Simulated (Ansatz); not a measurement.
# NbRh: the change of pressure and energy less free atoms with volume per atom

All results are calculated (Ansatz 0.2.0). Periodic Kohn-Sham DFT of a crystal at fixed atoms; pressure and stress are positive in compression; the energy is the free energy less that of spherical unpolarised free atoms; site moments are those in the method's own spheres, positive along +z.

Cell of the first row (space group P4/mmm, No. 123):
```
CELL_PARAMETERS angstrom
2.78400 0.00000 0.00000
0.00000 2.78400 0.00000
0.00000 0.00000 3.73120
ATOMIC_POSITIONS crystal
Nb 0.00000 0.00000 0.00000
Rh 0.50000 0.50000 0.50000
```

Settings of every row: method all-electron LAPW; functional PBEsol; relativity scalar; k mesh 14x14x11; filling fermi-dirac; smearing width 0.05 eV; basis error target 1 meV/atom; nucleus gaussian.

Atom start moment: 0 on all atoms.

```
row  volume per atom (Å³)  pressure (GPa)  energy less free atoms (eV/atom)
  1                 14.46          16.341                           -9.9072
  2                14.767          10.041                           -9.9324
  3                15.075           4.384                           -9.9462
  4                15.229           1.776                           -9.9491
  5                15.383               ?                                 ?
  6                15.536          -3.036                           -9.9478
  7                 15.69          -5.253                           -9.9438
  8                15.998          -9.342                           -9.9297
  9                16.306         -13.007                           -9.9082
```

Question: what pressure and energy less free atoms should row 5 give?

Worked fit of pressure. Take u = (V_r/V)^(2/3) − 1 with V_r = 15.383 Å³ an atom, which is twice the finite (Eulerian) strain; such expansions in the strain, on which the Birch-Murnaghan equation of state is built, carry the rest volume and the bulk modulus. The shown rows have u = 0.04211, 0.02762, 0.01357, 0.00673, -0.00658, -0.01309, -0.0258, -0.0381. Least squares give pressure = −0.7028 + 360.64 × u + 1016.27 × u² + 709 × u³ GPa; a parabola predicts inner rows, each left out in turn, worse (root mean square 0.013 against 0.0072 GPa). The rows lie off it by 0.002, -0.007, 0.004, 0.005, -0.004, -0.002, 0.001, 0.000 (root mean square 0.0038 GPa). The pressure vanishes at u = 0.0019, or V = 15.34 Å³ an atom, and there the bulk modulus at fixed shape and fractions is B = −V dP/dV = (2/3)(1 + u) dP/du = 244 GPa. Letting shape and atoms relax would as a rule lower it, by much in layered, chain or molecular crystals. The withheld row has u = 0, so the fit gives −0.7028 + 360.64 × (0) + 1016.27 × (0)² + 709 × (0)³ = -0.703 GPa.

The calculation gave -0.694 GPa. The fit lies 0.009 GPa (1.3 % of the value, 0.031 % of the column's range) below it; its largest miss of a shown row is 0.007 GPa.

Worked fit of energy less free atoms. Take u = (V_r/V)^(2/3) − 1 with V_r = 15.383 Å³ an atom, which is twice the finite (Eulerian) strain; such expansions in the strain, on which the Birch-Murnaghan equation of state is built, carry the rest volume and the bulk modulus. The shown rows have u = 0.04211, 0.02762, 0.01357, 0.00673, -0.00658, -0.01309, -0.0258, -0.0381. Least squares give energy less free atoms = −9.9496 − 0.103 × u + 26.076 × u² + 6.7 × u³ eV/atom; a parabola predicts inner rows, each left out in turn, worse (root mean square 0.00011 against 1.7e-05 eV/atom). All shown rows lie on it to the printed digit. Its lowest point lies at u = 0.0020, or V = 15.34 Å³ an atom, and the curvature there gives the bulk modulus at fixed shape and fractions, B = (4/9)(1 + u)² E″(u)/V = 243 GPa. Letting shape and atoms relax would as a rule lower it, by much in layered, chain or molecular crystals. The withheld row has u = 0, so the fit gives −9.9496 − 0.103 × (0) + 26.076 × (0)² + 6.7 × (0)³ = -9.9496 eV/atom.

The calculation gave -9.9496 eV/atom. The fit meets it to the printed digit.
